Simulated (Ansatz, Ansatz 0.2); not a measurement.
# The band gap of GaSb from HSE06 with spin-orbit coupling, with PBE for comparison

## Reference data

The reference is the direct gap of bulk GaSb in the limit T → 0 K, 0.812 eV. It comes from a Varshni fit to temperature-dependent photoluminescence and is quoted from earlier work in "Excitonic Photoluminescence properties of nanocrystalline GaSb and Ga0.62In0.38Sb embedded in silica films" (2002, arXiv:cond-mat/0204296). A second fit to bulk photoluminescence, quoted in the same place, gives 0.813 eV, but its form is singular near 10 K, so I give it little independent weight. Luminescence may come from excitons and then lies slightly below the true gap. In a semiconductor with so small a gap I expect the exciton binding to be only a few meV, which does not matter here.

| compared with | measured | source's wording or label | T (K) | method |
| --- | --- | --- | --- | --- |
| gap (eV) | 0.812 | direct gap at T -> 0 K, Eg(0) from Varshni fit to temperature-dependent PL (eq. 3) | 0 | temperature-dependent photoluminescence, Varshni extrapolation * |
| gap (eV) | 0.813 | direct gap at T -> 0 K, Eg(0) from Varshni fit to low-temperature PL (eq. 4) | 0 | low-temperature photoluminescence, Varshni extrapolation |

Where a quantity has several values, deviations refer to the one marked *.

Conditions are those given with the value in the passage it was taken from; "not stated" means there, and the paper may say more elsewhere.

## Method

I want the fundamental gap of zincblende GaSb and its character, from a two-atom cell with a static lattice. Success means a gap within 0.15 eV of the reference. That is strict enough to exclude a nearly closed gap, and it leaves room for the known flaws of the model. The deposited cell is about 0.4 % long, which by the usual deformation potential of such compounds lowers the direct gap by roughly 0.1 eV. The missing zero-point motion acts the other way, by a few hundredths of an eV.

Two things have to be in the calculation from the start. Spin-orbit coupling splits the valence top strongly and takes a large part of the gap away. Semilocal functionals nearly close what remains and may even invert the band edges, so I do not look for the answer there. One-shot GW in this program has no spin-orbit coupling, and a shift added afterwards is unsafe when the coupling is as large as the gap. I therefore go straight to HSE06 with spin-orbit coupling, then test mesh and potentials where that can be done. The conduction minimum at L lies only slightly above the one at Γ, so I watch the kind of gap as well as its size.

System: zincblende GaSb; F-43m (no. 216), 2 atoms in the primitive cell, vectors 4.326, 4.326, 4.326 A at 60.0, 60.0, 60.0 deg, volume 57.2 A^3; as deposited in the Crystallography Open Database; note on this database entry: about 0.4 % long.

On the selection of runs and values: All runs are for a static lattice: zero-point motion and temperature are left out, which usually lower a gap a little.

## 1. HSE06 with spin-orbit coupling, PBE for scale

HSE06 is the level I expect to come close, probably somewhat low because of the long cell. Beside it I run PBE with the same coupling, potentials, cutoff and mesh, so that the difference is due to the functional alone. I expect PBE to give almost no gap.

**Run 1.** Ansatz 0.2: HSE06 + spin-orbit coupling, deposited cell, cutoff 420 eV, 4x4x4 k mesh, edges over the mesh plus listed points (symmetry points and the path's own edge points); PAW set soft_2.

Key lines of the input:
```
kpoints:
  mp_grid: { grid: [4, 4, 4] }
  band_path:
    path: [... points of the zone ...]
    npoints: 1
hamiltonian:
  xc: hse06
scf:
  occupations: { method: fermi_dirac, width: 0.02 }
  n_extra_bands: 8
magnetization:
  noncollinear: true
  spin_orbit: true
output:
  eigenvalues: true
```

Command:
```
ansatz run input.yaml --threads 3 --pin off --max-ram 92160MiB --backend cuda --events-out ev --progress --plain --runs-dir out --devices 1 --max-vram 13GiB
```

Selected lines of the output and, marked #, of the analysis:
```
# analysis script: band table at Γ: bands 23 to 30: 6.8481 6.8481 7.6178 7.6178 7.6178 7.6178 8.2598 8.2598.
# analysis script: band table at L: bands 23 to 30: 0.4645 0.4645 5.8944 5.8944 6.3409 6.3409 8.4447 8.4447.
```

Converged; 38 s on NVIDIA H100 80GB HBM3 with 3 cores of AMD EPYC 7R13 (Zen 3), shared host. Warnings: noted by the analysis, not by the program: exchange on a mesh this wide leaves a small gap unsettled, and a semilocal mesh test says nothing on it.

**Run 2.** Ansatz 0.2: PBE + spin-orbit coupling, deposited cell, cutoff 420 eV, 4x4x4 k mesh, edges over the mesh plus listed points (symmetry points and the path's own edge points); PAW set soft_2.

Key lines of the input, as changed from run 1:
```diff
  hamiltonian:
-   xc: hse06
+   xc: pbe
```

Selected lines of the output and, marked #, of the analysis:
```
Fermi energy:    7.971466 eV
# analysis script: band table at Γ: bands 23 to 30: 7.2590 7.2590 7.7847 7.7847 7.9715 7.9715 7.9715 7.9715.
```

Converged; wall time 6.9 s. Warnings: noted by the analysis, not by the program: read by band index, a gap this small or negative means bands that touch or overlap; the places of the edges then say little; noted by the analysis, not by the program: the gap closes at this level, so the order of levels at the edge differs.

| quantity | run 1 | run 2 | measured |
| --- | --- | --- | --- |
| gap (eV) | 0.642 | 0.000 | 0.812 |
| direct gap (eV) | 0.642 | 0.000 |  |
| kind | direct | none |  |

HSE06 gives a direct gap of 0.642 eV at Γ, 0.170 eV below the reference and so a narrow miss of the 0.15 eV target. The order of the edges is the normal one: a fourfold valence top, a twofold conduction minimum above it, and the conduction edge at L about 0.18 eV higher still.

PBE does worse than close the gap. Its fourfold level lies at the Fermi energy with a twofold level about 0.19 eV below it. I read that doublet as the s-like conduction state, because the next doublet down then gives a spin-orbit splitting of about 0.71 eV, close to the roughly 0.77 eV of HSE06. The bands are inverted, and the tabled zero is the touching of two branches of the fourfold level. The useful measure is the signed distance from the fourfold level to the s-like one, which HSE06 raises from about −0.19 to about +0.64 eV.

## 2. Testing the potentials through the s-like level

With so thin a margin, an error of the soft PAW set could decide the call. I test it in PBE, where the signed distance at Γ remains a sensitive measure although the gap is zero. Three runs on one denser mesh belong together: the same soft set, harder PAW files, and norm-conserving files, the last two with much higher cutoffs. The first also shows how far the PBE levels move with the mesh. I expect shifts of a few hundredths of an eV.

These runs test the potentials for PBE only. They cannot settle the exchange mesh of the hybrid, for which a denser HSE06 run would be needed; that is not done here.

**Run 3.** Ansatz 0.2: PBE + spin-orbit coupling, deposited cell, cutoff 420 eV, 6x6x6 k mesh, edges over the mesh plus listed points (symmetry points and the path's own edge points); PAW set soft_2.

Key lines of the input, as changed from run 2:
```diff
  kpoints:
-   mp_grid: { grid: [4, 4, 4] }
+   mp_grid: { grid: [6, 6, 6] }
```

Selected lines of the output and, marked #, of the analysis:
```
# analysis script: band table at Γ: bands 23 to 30: 7.2270 7.2270 7.7554 7.7554 7.9411 7.9411 7.9411 7.9411.
```

Converged; wall time 8.5 s. Warnings: noted by the analysis, not by the program: read by band index, a gap this small or negative means bands that touch or overlap; the places of the edges then say little; noted by the analysis, not by the program: the gap closes at this level, so the order of levels at the edge differs.

**Run 4.** Ansatz 0.2: PBE + spin-orbit coupling, deposited cell, harder PAW files, cutoff 1020 eV, 6x6x6 k mesh, edges over the mesh plus listed points (symmetry points and the path's own edge points).

Key lines of the input, as changed from run 3:
```diff
  hamiltonian:
+   pseudopotentials: { kind: paw_fr, source: ansatz }
  output:
+   write_density: true
+   write_potential: true
+   elf: true
+   volumetric_format: npy
```

Selected lines of the output and, marked #, of the analysis:
```
# analysis script: band table at Γ: bands 37 to 44: 8.7036 8.7036 9.2358 9.2358 9.4176 9.4176 9.4176 9.4176.
```

Converged; wall time 14 s. Warnings: noted by the analysis, not by the program: read by band index, a gap this small or negative means bands that touch or overlap; the places of the edges then say little; noted by the analysis, not by the program: the gap closes at this level, so the order of levels at the edge differs.

**Run 5.** Ansatz 0.2: PBE + spin-orbit coupling, deposited cell, norm-conserving files, cutoff 1088 eV, 6x6x6 k mesh, edges over the mesh plus listed points (symmetry points and the path's own edge points).

Key lines of the input, as changed from run 3:
```diff
  hamiltonian:
+   pseudopotentials: { kind: nc_fr }
```

Selected lines of the output and, marked #, of the analysis:
```
# analysis script: band table at Γ: bands 23 to 30: 7.8444 7.8444 8.3705 8.3705 8.5588 8.5588 8.5588 8.5588.
```

Converged; wall time 11 s. Warnings: noted by the analysis, not by the program: read by band index, a gap this small or negative means bands that touch or overlap; the places of the edges then say little; noted by the analysis, not by the program: the gap closes at this level, so the order of levels at the edge differs.

| quantity | run 3 | run 4 | run 5 | measured |
| --- | --- | --- | --- | --- |
| gap (eV) | 0.000 | 0.000 | 0.000 | 0.812 |
| direct gap (eV) | 0.000 | 0.000 | 0.000 |  |
| kind | none | none | none |  |

The potentials hardly matter in PBE. The s-like level lies about 0.19 eV below the fourfold one with the soft set and with the norm-conserving files, and about 0.18 eV below it with the harder PAW files. This spread of under 0.01 eV is smaller than the few hundredths I had expected, and the spin-orbit splitting stays at about 0.71 eV in all three. The inversion is therefore no artefact of the soft set. Going from the coarser to the denser mesh moved the signed distance by only 0.001 eV.

For HSE06 this makes a large error of the soft set less likely, but does not exclude one, since the hybrid was run with that set alone. Nor does the calm PBE mesh test carry over to the exchange sum of the hybrid. The HSE06 gap misses the target by only 0.020 eV, and its dependence on the mesh remains untested, so I cannot call that narrow miss secure.

## Comparison with experiment

| run | settings | gap (eV) | deviation | cost |
| --- | --- | --- | --- | --- |
| 1 | HSE06+SOC 4x4x4 420 eV | 0.642 | −0.170 | 38 s GPU |
| 2 | PBE+SOC 4x4x4 420 eV | 0.000 | −0.812 | 6.9 s GPU |
| 3 | PBE+SOC 6x6x6 420 eV | 0.000 | −0.812 | 8.5 s GPU |
| 4 | PBE+SOC harder PAW 6x6x6 1020 eV | 0.000 | −0.812 | 14 s GPU |
| 5 | PBE+SOC norm-conserving 6x6x6 1088 eV | 0.000 | −0.812 | 11 s GPU |
|  | measured | 0.812 |  |  |

## Discussion

HSE06 with spin-orbit coupling narrowly misses the target: the gap is 0.642 eV against the measured 0.812 eV, 0.170 eV too low where I had allowed 0.15 eV. The run took 38 s on one GPU. It gives a direct gap at Γ with the normal band order, but the margin is too thin to count against the functional.

PBE fails in kind. It inverts the bands at Γ, so its tabled zero understates the error: the s-like level lies almost 0.2 eV below the fourfold one, about 1.0 eV from where the measured gap would put it. The comparison on equal settings was therefore worth making. The tests of potentials showed that this inversion does not come from the soft set, but they say little about the hybrid's remaining error.

Part of the miss probably comes from the cell. It is about 0.4 % long, which by my rough estimate lowers the gap by 0.1 eV. The missing zero-point motion acts the other way: including it would lower the computed gap by a few hundredths of an eV and widen the miss. Together these would bring HSE06 closer to the measurement, but no run at a shorter cell bears this out, and I leave the call as it is. Exciton binding of a few meV in the luminescence would not change it.

The main open point is the exchange sum of the hybrid on its coarse mesh, whose error I know neither in sign nor in size. A denser HSE06 run would be the next step.

[Logs are printed without paths, hosts, clocks, repeated set-up lines and the standing remarks that a program may print on its own settings, such as how far it seeks lower states.]

[The runs shown are a pick from a larger set of finished runs; failed, doubtful and other runs were left out of it ahead of writing. So were measured values far from every level or from commonly accepted values, and agreement can look better than it is. Lines of input and output are excerpts and may be shortened.]

[Where Ansatz stands beside ABINIT at settings called matched, ABINIT's density can come from a denser mesh and the files from another edition; pairs whose starting gaps differed by over 0.03 eV were left out, so agreement reads better than it is.]
